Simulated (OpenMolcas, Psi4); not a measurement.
**A ladder of methods for SnH2F2 (SMILES [F][SnH2][F])**

SnH2F2 has 5 atoms, charge 0, and is taken as a singlet. SMILES: `[F][SnH2][F]`. The coordinates come from a PBE0-D4/def2-TZVP relaxation.

Each level gives the dipole moment (D). The values are calculated.

```
                           level           kind     program  value (D)  CPU time
    HF/def2-SVP (core potential)   Hartree–Fock  OpenMolcas       3.94     3.6 s
  BLYP/def2-SVP (core potential)            GGA        Psi4       3.05      15 s
revPBE/def2-SVP (core potential)            GGA        Psi4       3.06      16 s
 M06-L/def2-SVP (core potential)       meta-GGA        Psi4       3.35      33 s
  TPSS/def2-SVP (core potential)       meta-GGA        Psi4       3.08      43 s
 B3LYP/def2-SVP (core potential)  global hybrid        Psi4       3.32      19 s
 BHLYP/def2-SVP (core potential)  global hybrid        Psi4       3.63      13 s
  PBE0/def2-SVP (core potential)  global hybrid        Psi4       3.40      15 s
```

The values span 3.05 to 3.94 D. Times are those of the runs behind each value, whatever else they computed, on shared processors of several kinds: orders of magnitude only.

The large dipole moment of SnH2F2 reflects strongly polar Sn–F bonds: fluorine draws density from the much less electronegative tin, and in a bent F–Sn–F arrangement the two bond moments add rather than cancel. The Sn–H bonds are far less polar and alter this picture little.

At a common geometry, the spread between levels reflects the electron density rather than the structure. The moment rises from BLYP (3.05 D) through B3LYP (3.32 D) and BHLYP (3.63 D) to Hartree–Fock (3.94 D), probably because a larger share of exact exchange keeps more charge on fluorine. PBE0 fits the same order, but M06-L does not: without any exact exchange it gives 3.35 D, slightly above B3LYP. Exact exchange is therefore not the only control on the polarity, and the step from GGA to meta-GGA has no uniform effect, since TPSS stays close to the GGAs.

Without a correlated wavefunction result or a measured moment, the series shows sensitivity to the functional but not which value is most accurate.
